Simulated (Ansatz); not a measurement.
A series in empty bands on MgO

RPA correlation energy a cell on Kohn-Sham orbitals, extrapolated from a short ladder of response cutoffs, so that it still moves with the top cutoff, by eV on d, semicore and core shells, all electrons in the bands correlated, with its value at the highest cutoff run. The results are calculated, by Ansatz 0.2.0-dev.

Structure of every row (space group Fm-3m, No. 225):
```
CELL_PARAMETERS angstrom
0.00000 4.21100 4.21100
4.21100 0.00000 4.21100
4.21100 4.21100 0.00000
ATOMIC_POSITIONS crystal
Mg 0.00000 0.00000 0.00000
O 0.25000 0.25000 0.25000
Mg 0.00000 0.00000 0.50000
O 0.25000 0.25000 0.75000
Mg 0.00000 0.50000 0.00000
O 0.25000 0.75000 0.25000
Mg 0.00000 0.50000 0.50000
O 0.25000 0.75000 0.75000
Mg 0.50000 0.00000 0.00000
O 0.75000 0.25000 0.25000
Mg 0.50000 0.00000 0.50000
O 0.75000 0.25000 0.75000
Mg 0.50000 0.50000 0.00000
O 0.75000 0.75000 0.25000
Mg 0.50000 0.50000 0.50000
O 0.75000 0.75000 0.75000
```

Settings of every row: orbitals functional PBE; datasets norm_conserving; wave cutoff 1240 eV; k mesh 1x1x1; correlated electrons 128; response cutoff 250 eV; long wavelength term neglected; core valence term semilocal.

Limits: coarse mesh, values belong to these settings and can lie far from the converged crystal; core-valence exchange is approximate on these files; semicore, core, d or f shells correlated, value can fall a third or half short of the basis limit.

| row | empty bands | RPA correlation (eV) | correlation at top cutoff (eV) |
| --- | --- | --- | --- |
| 1 | 160 | -165.8656 | -138.393 |
| 2 | 320 | -165.3089 | -137.8097 |
| 3 | 640 | ? | ? |
| 4 | 1280 | -164.8924 | -137.5005 |

Question: what RPA correlation should row 3 give?

Worked fit of RPA correlation. Sums over empty bands approach their limit about as 1/N, so take t = 100/N. The shown rows have t = 0.625, 0.3125, 0.07812. Their means are 0.33854 and -165.356 eV; the sums about the means are S_tt = 0.1506 and S_ty = -0.2679, whose ratio is the slope. Least squares give RPA correlation = −164.75315 − 1.77965 × t eV. The rows lie off it by -0.0002, 0.0004, -0.0002. The constant, -164.753 eV, estimates the limit in this one setting, with the others as listed. The withheld row has t = 0.15625, so the fit gives −164.75315 − 1.77965 × (0.15625) = -165.0312 eV.

The calculation gave -165.0867 eV. The fit lies 0.0555 eV (5.7 % of the column's range) above it; its largest miss of a shown row is 0.0004 eV.

The other values of row 3: correlation at top cutoff -137.6132 eV.
